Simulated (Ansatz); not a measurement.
A series in volume scale on Ag

Free energy against uniform scaling of the volume at fixed shape and fractions; periodic cell, basis, potentials, k mesh and filling as listed. The results are calculated, by Ansatz 0.2.0.

The cell before it is scaled or strained (space group P6_3/mmc, No. 194):
```
CELL_PARAMETERS angstrom
2.93000 0.00000 0.00000
-1.46500 2.53750 0.00000
0.00000 0.00000 4.79000
ATOMIC_POSITIONS crystal
Ag 0.33333 0.66667 0.25000
Ag 0.66667 0.33333 0.75000
```

Settings of every row: functional PBEsol; dispersion none; potentials PAW; wave cutoff 462.59 eV; density cutoff 1850.4 eV; k mesh 11x11x6; k shift 0x0x0; occupations cold; smearing width 0.1 eV; spin none; SCF threshold exponent -9.

Limits: coarse k mesh, up to 40 meV an atom off.

| row | volume scale | V (Å³/atom) | energy above lowest point (meV/atom) |
| --- | --- | --- | --- |
| 1 | 0.92 | 16.382 | 1 |
| 2 | 0.9467 | 16.857 | 0 |
| 3 | 0.9733 | 17.331 | 8.2 |
| 4 | 1 | 17.807 | 24.1 |
| 5 | 1.0267 | 18.282 | 46.3 |
| 6 | 1.0533 | 18.756 | ? |
| 7 | 1.08 | 19.231 | 105.2 |

Question: what energy above lowest point should row 6 give?

Worked fit of energy above lowest point. Take u = (V_r/V)^(2/3) − 1 with V_r = 17.569 Å³ an atom, which is twice the finite (Eulerian) strain; such expansions in the strain, on which the Birch-Murnaghan equation of state is built, carry the rest volume and the bulk modulus. The shown rows have u = 0.04774, 0.02796, 0.00913, -0.00893, -0.02617, -0.05848. Least squares give energy above lowest point = 15.28 − 883.8 × u + 11767 × u² + 10045 × u³ meV/atom; a parabola predicts inner rows, each left out in turn, worse (root mean square 0.48 against 0.017 meV/atom). All shown rows lie on it to the printed digit. Its lowest point lies at u = 0.0359, or V = 16.66 Å³ an atom, and the curvature there gives the bulk modulus at fixed shape and fractions, B = (4/9)(1 + u)² E″(u)/V = 118 GPa. Letting shape and atoms relax would as a rule lower it, by much in layered, chain or molecular crystals. The withheld row has u = -0.04265, so the fit gives 15.28 − 883.8 × (-0.04265) + 11767 × (-0.04265)² + 10045 × (-0.04265)³ = 73.6 meV/atom.

The calculation gave 73.6 meV/atom. The fit meets it to the printed digit.
